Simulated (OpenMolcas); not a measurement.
# How methods differ on HfH2Cl2O2 (SMILES Cl[Hf](Cl)(O)O)

The species is HfH2Cl2O2 (7 atoms), meant as a singlet with charge 0. As SMILES, `Cl[Hf](Cl)(O)O`. Geometry: relaxed at PBE0-D4/def2-TZVP. This is one conformer, not always the lowest.

```xyz
7

Cl   -1.4564   -2.1750    0.0028
Hf    0.0987   -0.4037   -0.0237
Cl    2.2927   -1.2469   -0.2012
O    -0.2572    0.7048   -1.5209
O    -0.0554    0.5741    1.5940
H    -0.4572    1.3690   -2.1724
H    -0.1652    1.1777    2.3215
```

Each level gives the dipole moment (D). The values are calculated.

```json
{"level": "SVWN5/def2-SVP (core potential)", "kind": "LDA", "program": "OpenMolcas", "value (D)": "4.04", "CPU time": "25 s"}
{"level": "BLYP/def2-SVP (core potential)", "kind": "GGA", "program": "OpenMolcas", "value (D)": "3.94", "CPU time": "31 s"}
{"level": "PBE/def2-SVP (core potential)", "kind": "GGA", "program": "OpenMolcas", "value (D)": "4.03", "CPU time": "32 s"}
{"level": "M06-L/def2-SVP (core potential)", "kind": "meta-GGA", "program": "OpenMolcas", "value (D)": "4.23", "CPU time": "33 s"}
{"level": "r2SCAN/def2-SVP (core potential)", "kind": "meta-GGA", "program": "OpenMolcas", "value (D)": "4.16", "CPU time": "36 s"}
{"level": "BHLYP/def2-SVP (core potential)", "kind": "global hybrid", "program": "OpenMolcas", "value (D)": "4.08", "CPU time": "26 s"}
{"level": "M06-2X/def2-SVP (core potential)", "kind": "hybrid meta-GGA", "program": "OpenMolcas", "value (D)": "4.12", "CPU time": "36 s"}
{"level": "PBE0/def2-SVP (core potential)", "kind": "global hybrid", "program": "OpenMolcas", "value (D)": "4.11", "CPU time": "26 s"}
```

The values span 3.94 to 4.23 D. Times are those of the runs behind each value, whatever else they computed, on shared processors of several kinds: orders of magnitude only.

All eight functionals describe a strongly polar molecule, and their narrow spread suggests that the dipole is set mainly by the arrangement of polar bonds. Hf(IV) is formally d0, and its bonds to oxygen and chlorine are strongly ionic, with some ligand-to-metal donation into empty 5d orbitals. The nearly linear Hf–O–H units fit substantial oxygen π donation and a polar metal–oxygen bond. They also point the positive hydrogens away from the chlorides, so the O–H dipoles reinforce the Hf–Cl contribution while the Hf–O dipoles oppose it.

Exact exchange raises the dipole from PBE to PBE0 and from BLYP to BHLYP, probably by shifting the balance of ligand-to-metal donation. It does not order the whole set, however: M06-L gives the largest value and r2SCAN the next, both without exact exchange, and BHLYP lies below PBE0 despite its larger exact-exchange fraction. Agreement among the functionals does not establish accuracy, since the small basis without diffuse functions could shift all the values together.
